Silane meets two HF molecules. One HF gives its fluorine to silicon, the other passes a proton along, and the outcome is SiH₃F, H₂ and a regenerated HF. At the saddle point three bonds are half made and three half broken, around a six-membered ring. The barrier is counted from the starting complex up to this saddle, the reverse barrier from the final complex, and the step energy is the final complex less the starting one.

Electronic barriers and step energies for SiH₄ + 2 HF → SiH₃F + H₂ + HF in the gas phase, computed with Ansatz 0.2.0 in the def2-TZVPP basis at PBE0-D4/def2-TZVP structures. Cores are frozen in post-SCF correlation treatments. The reference is CCSD(T) at the basis-set limit, with a barrier of 34.76 and a step energy of −23.39 kcal/mol.

| method | class | exact exchange, short range (%) | exact exchange, long range (%) | barrier (kcal/mol) | barrier less reference (kcal/mol) | reverse barrier (kcal/mol) | step energy (kcal/mol) |
| --- | --- | --- | --- | --- | --- | --- | --- |
| SPW92 | LDA | 0 | 0 | 11.56 | -23.20 | 27.50 | -15.94 |
| PBE-D4 | GGA | 0 | 0 | 23.14 | -11.62 | 42.39 | -19.25 |
| BLYP-D4 | GGA | 0 | 0 | 26.69 | -8.07 | 48.97 | -22.28 |
| r2SCAN-D4 | meta-GGA | 0 | 0 | 24.95 | -9.81 | 47.35 | -22.40 |
| B97M-V | meta-GGA | 0 | 0 | 30.59 | -4.17 | 52.68 | -22.09 |
| PBE0-D4 | global hybrid | 25 | 25 | 28.67 | -6.09 | 48.71 | -20.04 |
| B3LYP-D4 | global hybrid | 20 | 20 | 30.38 | -4.38 | 52.99 | -22.61 |
| r2SCAN0-D4 | global hybrid | 25 | 25 | 29.38 | -5.38 | 51.69 | -22.31 |
| BHLYP-D4 | global hybrid | 50 | 50 | 36.17 | 1.41 | 59.92 | -23.75 |
| CAM-B3LYP-D4 | range-separated | 19 | 65 | 29.95 | -4.81 | 52.84 | -22.89 |
| wB97X-V | range-separated | 17 | 100 | 31.57 | -3.19 | 54.09 | -22.51 |
| wB97M-V | range-separated | 15 | 100 | 30.85 | -3.91 | 53.37 | -22.52 |
| B2PLYP | double hybrid | 53 | 53 | 32.36 | -2.40 | 55.88 | -23.52 |
| PBE-QIDH | double hybrid | 69 | 69 | 32.42 | -2.34 | 54.39 | -21.97 |
| RPA on PBE | RPA | n/a | n/a | 34.12 | -0.64 | 57.14 | -23.02 |
| HF | Hartree-Fock | 100 | 100 | 52.46 | 17.70 | 78.94 | -26.48 |
| MP2 | wave function | n/a | n/a | 33.18 | -1.58 | 56.98 | -23.80 |
| CCSD | wave function | n/a | n/a | 37.98 | 3.22 | 60.76 | -22.77 |
| CCSD(T) | wave function | n/a | n/a | 34.99 | 0.23 | 57.44 | -22.45 |

**(a) BLYP-D4 gets the step energy nearly right and the barrier badly wrong. Which structure does it misjudge, and why?**

*Solution.* The BLYP-D4 step energy is 1.1 kcal/mol above the reference, hardly more than the 0.9 by which CCSD(T) itself shifts between this basis and the basis-set limit. The two complexes are therefore well balanced against each other. Yet the barrier is 8.1 kcal/mol too low, and the reverse barrier is too low by a similar amount. Both barriers share the saddle, so this is the structure most likely at fault. An equal error in both complexes would look the same, but it is less likely, since their bonds are ordinary ones.

The same pattern holds on average for the 14 density functionals: they miss the barrier by 6.5 kcal/mol and the step energy by 1.7. SPW92, PBE-D4 and PBE0-D4 fit it less cleanly: their step energies are about 7, 4 and 3 kcal/mol above the reference, so they also misjudge the balance between the two complexes, for a reason these data do not show. One of the two complexes keeps an imaginary mode, so it is not a confirmed minimum. This makes the absolute energies less certain, but every method is judged on the same structures.

Theory names the likely cause. In a density functional each electron also repels its own charge cloud, and the exchange energy has to remove this self-repulsion. Exact exchange does so completely. A semilocal functional, which sees only the density and its local surroundings, makes the energy too low when an electron is spread over stretched bonds. This delocalisation error favours the saddle, where electrons are shared among half-formed bonds, over the complexes with their ordinary bonds.

**(b) If this is the cause, how should the barrier change as exact exchange is mixed in? Check whether the line through BLYP-D4 and BHLYP-D4 reproduces B3LYP-D4.**

*Solution.* A hybrid replaces a fraction $a$ of the semilocal exchange energy by exact exchange. If the density hardly changes, and the differences between the D4 corrections are neglected, every total energy is linear in $a$, and so is the barrier $B$:

$$B(a) = B(0) + a\,\Delta .$$

Here $\Delta$ is the amount by which a full replacement would raise the saddle relative to the starting complex. BLYP-D4 has $a=0$ and BHLYP-D4 has $a=0.50$, which gives

$$\Delta = \frac{36.17-26.69}{0.50} = 18.96\ \text{kcal/mol}.$$

For B3LYP-D4, with $a=0.20$,

$$B(0.20) = 26.69 + 0.20\times 18.96 = 30.48\ \text{kcal/mol}.$$

The table has 30.38, a value that was not used to draw the line. So close a match is partly luck, since B3LYP also changes the semilocal terms of BLYP, and since the density does respond to $a$, which is expected to bend the line. The slope is better evidence: ten points of exact exchange raise the barrier by about 2 kcal/mol in the BLYP, PBE and r2SCAN families alike.

The step energy confirms where exact exchange acts. From BLYP-D4 to BHLYP-D4 the barrier rises by 9.5 kcal/mol, while the step energy moves by only 1.5. The other two families also show a much larger change in the barrier than in the step energy. Exact exchange mainly lifts the saddle, as the explanation in (a) requires.

More exact exchange is not better without end. Hartree–Fock, with all of it and no correlation, puts the barrier 17.7 kcal/mol too high. Electrons in half-formed bonds gain much energy by avoiding one another, and Hartree–Fock leaves this gain out. Adding correlation up to CCSD(T) lowers the barrier by 17.5 kcal/mol; CCSD, which lacks the triple excitations, stops 3.0 short of this. A hybrid does include correlation, but in its semilocal form this seems to supply only part of the gain. BHLYP-D4, with half exact exchange, is already above the reference, and the barrier should go on rising beyond it. The straight line would end near 46 kcal/mol at full exact exchange, but this probably overstates the rise, because the density relaxes and the curve is expected to flatten. With less exact exchange, the remaining semilocal exchange makes up for the shortfall, because its own error lowers the saddle. A moderate hybrid thus profits from two errors that oppose each other.

**(c) Why does the share of exact exchange still fail to put the whole table in order? Consider CAM-B3LYP-D4, B2PLYP and B97M-V.**

*Solution.* CAM-B3LYP-D4 has two shares, 19% for electrons close together and 65% for electrons far apart. On the BLYP line of part (b), the short-range share gives a barrier of 30.3 kcal/mol and the long-range share 39.0. The table has 29.95, so the short-range share is the better measure here. The data do not show why: the change from one share to the other is gradual and already well under way at bond lengths, and CAM-B3LYP also alters the semilocal exchange and correlation, so the closeness of the match is again partly luck. wB97X-V and wB97M-V have full exact exchange at long range, yet their barriers stay close to that of B3LYP-D4. They belong to another family, so this agrees with the finding but does not prove it.

B2PLYP has slightly more exact exchange than BHLYP-D4, but its barrier is 4.4 kcal/mol below the BLYP line. Besides exchange, a double hybrid replaces part of the semilocal correlation by second-order perturbation theory, the kind of correlation used in MP2. MP2 brings the Hartree–Fock barrier down by 19 kcal/mol, slightly further than CCSD(T) does. The perturbative part can therefore offset some of the rise due to exact exchange. PBE-QIDH falls below the PBE line in the same way. Both double hybrids are listed without a D4 correction, while the lines include one, and the PBE line is drawn far beyond the two points that fix it, so the sizes of these gaps are approximate.

The starting point of the line matters as much as its slope. Without any exact exchange, the barriers run from about 12 kcal/mol with SPW92 to about 31 with B97M-V. SPW92 sees only the local density. Such a functional is known to bind too strongly, and the crowded ring of the saddle probably gains most from this. B97M-V, at the other end, comes closer to the reference than PBE0-D4 with 25% exact exchange. Its use of the kinetic-energy density is not enough to explain this, since r2SCAN-D4 uses that quantity too and is 9.8 kcal/mol too low. A plausible reason, which these data do not test, is that the flexible form of B97M-V was fitted to accurate reference energies.

A single straight line in the short-range share, fitted to the 11 GGAs, meta-GGAs, global hybrids and range-separated hybrids, shows the cost of ignoring the starting point. It misses their barriers by 2.0 kcal/mol (root mean square), as the output below lists, and places B97M-V about 4 too low. The share of exact exchange is a good guide within the BLYP, PBE and r2SCAN families, as long as no perturbative correlation is added. It does not rank functionals from different families.

These errors matter for rates. The PBE0-D4 barrier is 6.1 kcal/mol below the reference. At room temperature, with all else equal, that makes this gas-phase step about $3\times10^4$ times too fast. Nor is a good step energy a warrant for a good rate, as BLYP-D4 shows: the barrier needs its own check against a correlated wave-function method such as CCSD(T).

Numerical output:

```
barrier rise from SPW92 to PBE-D4 in kcal/mol: 11.58
barrier rise from PBE-D4 to PBE0-D4 in kcal/mol: 5.53
barrier rise from r2SCAN-D4 to r2SCAN0-D4 in kcal/mol: 4.43
barrier rise from BLYP-D4 to BHLYP-D4 in kcal/mol: 9.48
PBE family rise per 10 points of exact exchange in kcal/mol: 2.212
r2SCAN family rise per 10 points of exact exchange in kcal/mol: 1.772
BLYP family rise per 10 points of exact exchange in kcal/mol: 1.896
step energy change from PBE-D4 to PBE0-D4 in kcal/mol: -0.79
step energy change from r2SCAN-D4 to r2SCAN0-D4 in kcal/mol: 0.09
step energy change from BLYP-D4 to BHLYP-D4 in kcal/mol: -1.47
B3LYP-D4 barrier read off the BLYP to BHLYP line in kcal/mol: 30.48
CAM-B3LYP-D4 barrier from the line with the short-range share in kcal/mol: 30.29
CAM-B3LYP-D4 barrier from the line with the long-range share in kcal/mol: 39.01
B2PLYP barrier less BLYP family line in kcal/mol: -4.379
PBE-QIDH barrier less PBE family line in kcal/mol: -5.983
fit of barrier on 11 rows (has(rung, 'GGA') | has(rung, 'global') | has(rung, 'range')): constant 26.51 +/- 0.99, coefficient of exx_short 0.1795 +/- 0.046; rms 2.04, worst B97M-V -4.08, leave-one-out rms 2.49
  rows outside the fit (model, value, miss): SPW92 26.51, 11.56, 15; B2PLYP 36.03, 32.36, 3.67; PBE-QIDH 38.9, 32.42, 6.48; HF 44.47, 52.46, -7.99
mean absolute barrier error of the 14 density functionals in kcal/mol: 6.484
mean absolute step energy error of the 14 density functionals in kcal/mol: 1.74
BLYP-D4 step energy less reference in kcal/mol: 1.11
PBE-D4 step energy less reference in kcal/mol: 4.14
barrier change from HF to CCSD(T) in kcal/mol: -17.47
step energy change from HF to CCSD(T) in kcal/mol: 4.03
barrier change from CCSD to CCSD(T) in kcal/mol: -2.99
MP2 barrier less CCSD(T) in the same basis in kcal/mol: -1.81
rate factor at 298 K from the PBE0-D4 barrier error: 29107
```
